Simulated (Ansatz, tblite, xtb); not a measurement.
C2HF3O2 (SMILES O=COC(F)(F)F): methods side by side

C2HF3O2 has 8 atoms, charge 0, and is taken as a singlet. As SMILES, `O=COC(F)(F)F`. The shape is that of a PBE0-D4/def2-TZVP optimisation. This is one conformer, not always the lowest.

| atom | x (Å) | y (Å) | z (Å) |
| --- | --- | --- | --- |
| O | 0.8830 | -0.9976 | 1.3115 |
| C | 0.0007 | -1.2488 | 0.5653 |
| O | -0.5381 | -0.3986 | -0.3618 |
| C | -0.0380 | 0.8783 | -0.4712 |
| F | -0.7294 | 1.4714 | -1.4278 |
| F | -0.1887 | 1.5619 | 0.6508 |
| F | 1.2411 | 0.8772 | -0.8071 |
| H | -0.5386 | -2.2008 | 0.4845 |

Quantity: the dipole moment, in D. The values are calculated.

| level | kind | program | value (D) | CPU time |
| --- | --- | --- | --- | --- |
| IPEA1-xTB | semi-empirical | tblite | 2.72 | under 2 s |
| GFN2-xTB | semi-empirical | tblite | 2.46 | under 2 s |
| GFN0-xTB | semi-empirical | xtb | 3.03 | under 2 s |
| GFN1-xTB | semi-empirical | tblite | 2.82 | under 2 s |
| HF/STO-3G | Hartree–Fock | Ansatz | 1.24 | 1.2 s |
| HF/3-21G | Hartree–Fock | Ansatz | 2.41 | 1.9 s |
| HF/def2-SVP | Hartree–Fock | Ansatz | 2.45 | 7 s |
| SVWN5/6-31+G* (spherical functions) | LDA | Ansatz | 1.99 | 15 s |
| B3LYP/6-31G* (spherical functions) | global hybrid | Ansatz | 1.83 | 16 s |
| r2SCANh-D4/def2-SV(P) (sfX2C) | hybrid meta-GGA | Ansatz | 1.93 | 8.5 s |

The values span 1.24 to 3.03 D. Sets without polarisation functions give poor dipoles. Times are those of the runs behind each value, whatever else they computed, on shared processors of several kinds: orders of magnitude only.

The three density functionals agree closely, at 1.83 to 1.99 D, while Hartree–Fock in split-valence sets gives 2.41 and 2.45 D and every tight-binding value is at least as large as 2.46 D. The gap between Hartree–Fock and the functionals is in the expected direction: without electron correlation, the carbonyl bond comes out too ionic, and correlation returns some charge from oxygen to carbon. The basis sets differ as well, so the gap isn't a pure correlation effect. HF/STO-3G breaks the pattern at 1.24 D, because a minimal set gives the density too little freedom to shift towards oxygen and fluorine.

The total is a vector sum of the carbonyl, ether and C–F contributions. In the geometry used, the CF3 group lies on the same side of the ester linkage as the carbonyl oxygen, and rotation about the acyl C–O bond would change the sum markedly. The agreement among the functionals suggests a moment near 2 D for this structure, but without a correlated wavefunction or measured reference it doesn't establish their accuracy.
